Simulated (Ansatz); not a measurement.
**Dissociation curves of BNH3 (SMILES B[NH])**

BNH3 has 5 atoms, charge 0, and is taken as a doublet. SMILES: `B[NH]`. The coordinates come from a PBE0-D4/def2-TZVP relaxation.

```tsv
atom	x (Å)	y (Å)	z (Å)
B	-0.3108	-0.3701	-0.0916
N	0.5312	0.6552	-0.0198
H	-0.4148	-1.1074	0.8625
H	-0.9641	-0.5731	-1.0819
H	1.2084	1.3217	0.2893
```

The B1–H4 distance is scanned; the parts on either side stay rigid. Basis STO-3G, 2 core orbitals frozen in the correlated methods; program Ansatz 0.2.0. FCI is exact within this basis and core. Energies in eV from each method's value at 1.204 Å; open shells run as named. The shape above is that at 1.204 Å.

```tsv
distance (Å)	UCAM-B3LYP	U-wB97X	RPA@PBE	UCCSD(T)	FCI
1.204	0.00	0.00	0.00	0.00	0.00
1.505	1.05	1.06	0.88	0.93	0.92
1.805	2.60	2.68	2.26	2.27	2.25
2.407	4.16	4.27	3.40	3.26	3.16
3.009	4.39	4.38	3.25	3.27	3.17
```

Departure from the FCI curve at its largest: UCAM-B3LYP +1.22 eV at 3.01 Å; U-wB97X +1.21 eV at 3.01 Å; RPA@PBE +0.23 eV at 2.41 Å; UCCSD(T) +0.10 eV at 3.01 Å. For the functionals part of the departure is owed to the small basis.

The FCI curve is essentially flat beyond 2.407 Å, levelling off at 3.17 eV, a modest cost for breaking a B–H bond. The likely reason is that the departing hydrogen leaves an electron on boron that can pair with the unpaired electron on nitrogen. The loss is then a β-scission giving iminoborane, isoelectronic with acetylene, and the strengthened B–N π bonding repays part of the cost.

UCCSD(T) follows this recoupling closely. RPA@PBE ends near the exact limit but passes through a maximum at 2.407 Å that FCI lacks, so it gives no evidence of a barrier to hydrogen recombination. The two range-separated hybrids agree with each other yet finish far too high, possibly because their unrestricted solutions keep the spin pattern of the bound radical; their mutual agreement is no sign of accuracy. Because free iminoborane is linear while the fragment here keeps the bent H–B–N angle of the radical, the plateau should lie above the relaxed dissociation energy.
